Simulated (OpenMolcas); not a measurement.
**Si2H2OF2: a line through the functionals**

The species is Si2H2OF2 (7 atoms), meant as a singlet with charge 0. As SMILES, `F[Si]1(F)O[SiH2]1`. Geometry: relaxed at PBE0-D4/def2-TZVP.

The HOMO–LUMO gap y, in eV, basis def2-SVP; a is the functional's share of exact exchange. Programs: OpenMolcas 26.06.

| functional | program | a | y (eV) |
| --- | --- | --- | --- |
| BLYP | OpenMolcas | 0 | 4.24 |
| TPSS | OpenMolcas | 0 | 4.55 |
| B3LYP | OpenMolcas | 0.2 | ? |
| PBE0 | OpenMolcas | 0.25 | 6.35 |
| BHLYP | OpenMolcas | 0.5 | 8.45 |

Task: Fit y = c + s·a to the known rows and predict B3LYP.

Result: 
1. Means of the 4 rows: a = 0.1875, y = 5.897.
2. Σ(Δa)² = 0.17188, Σ(Δa·Δy) = 1.3894, so the slope is 1.3894/0.17188 = 8.0835.
3. Intercept: 5.897 − (8.0835) × 0.1875 = 4.381. The largest residual of the fit is 0.17.
4. B3LYP: 4.381 + (8.0835) × 0.2 = 6.00 eV.

The run gave 5.92 eV, so the prediction is off by +0.08 eV, within the largest residual. Exact exchange lowers occupied levels and raises empty ones. The rows mix families of semi-local functionals, which the line can't see.

The gap widens steadily with the share of exact exchange, and most of the misfit comes from TPSS. A line through BLYP and BHLYP alone gives 5.92 eV for B3LYP, matching the run, and also passes almost exactly through PBE0. TPSS lies above that line, probably because its dependence on the kinetic-energy density already opens the gap somewhat without any exact exchange.

The near-linearity suggests that the frontier orbitals keep their character as the exchange is mixed in, so that their energies respond mainly to the weight of the Fock operator. In a semi-local potential, occupied and empty orbitals feel the same field. Fock exchange cancels the self-repulsion of an occupied orbital but offers an empty one no such cancellation, so the gap moves from a Kohn–Sham energy difference towards ionisation energy minus electron affinity. The slope therefore measures sensitivity to the functional, not a property of the strained ring, and the fit doesn't show which share of exchange comes closest to the true fundamental gap.
